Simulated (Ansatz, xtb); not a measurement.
**Strength of the B–S bond: BH3(SH2) → BH3 + H2S**

Species: BH3(SH2), singlet; BH3 (borane) `B`, singlet; H2S (hydrogen sulfide) `S`, singlet. 

Shapes, held fixed at every level: PBE0-D4/def2-TZVP. Programs: Ansatz 0.2.0, xtb 6.7.1. The zero-point and thermal change to 298 K, harmonic and unscaled (PBE0-D4/def2-TZVP), is -11.5 kJ/mol.

```csv
level,kind,ΔH(298 K) (kJ/mol),less CCSD(T)/CBS estimate,CPU time (sum over the molecules)
GFN2-xTB,semi-empirical,+31.5,-17.9,0.083 s
HF/def2-TZVPP,Hartree–Fock,-7.4,-56.8,–
PBE-D4/def2-TZVPP,GGA,+82.3,+32.9,4.3 s
B3LYP/6-31G* (Cartesian functions),global hybrid,+36.5,-12.9,6.5 s
PBE0-D4/def2-TZVPP,global hybrid,+73.8,+24.4,3.9 s
wB97X-V/def2-TZVPP,range-separated hybrid,+54.1,+4.7,11 s
B2PLYP/def2-TZVPP,double hybrid,+45.7,-3.7,26 s
CCSD/def2-TZVPP,coupled cluster or CI,+40.1,-9.3,–
CCSD(T)/CBS estimate,coupled cluster or CI,+49.4,0.0,57 s
```

The highest level, CCSD(T)/CBS estimate, gives ΔH(298 K) = +49.4 kJ/mol; the levels span -7.4 to +82.3. They disagree on the sign: 8 of 9 are positive. A fragment pairs its electrons up again, so this isn't a typical strength of such a bond. The column of differences is taken from that level and isn't an error. No measured value is set beside it here. The CBS estimate extrapolates MP2 from def2-TZVPP and def2-QZVPP and adds CCSD(T) − MP2 in the triple-zeta set, cores frozen. Times are processor times on shared x86 and Arm servers, and rough.

The coupled-cluster enthalpy of +49.4 kJ/mol describes a modest dative bond: a sulfur lone pair donates into the empty boron 2p orbital. Part of the gain pays for bending planar BH3 into a pyramid, and H2S is a weak donor, so the net binding is small beside that of an ordinary covalent bond.

Electron correlation supplies most of this binding. Hartree–Fock gives -7.4 kJ/mol, yet its electronic energy still binds slightly at this geometry, because the thermal term of -11.5 kJ/mol is what turns the sign. CCSD recovers most of the missing attraction; the remaining 9.3 kJ/mol mixes triple excitations with basis-set extension and can't be credited to either alone. PBE-D4 and PBE0-D4 bind too strongly against the reference, probably because they overstate donor–acceptor delocalisation.

The positive enthalpy supports a bound adduct but doesn't settle whether it persists in the gas at room temperature, since dissociation into two molecules is favoured by entropy.
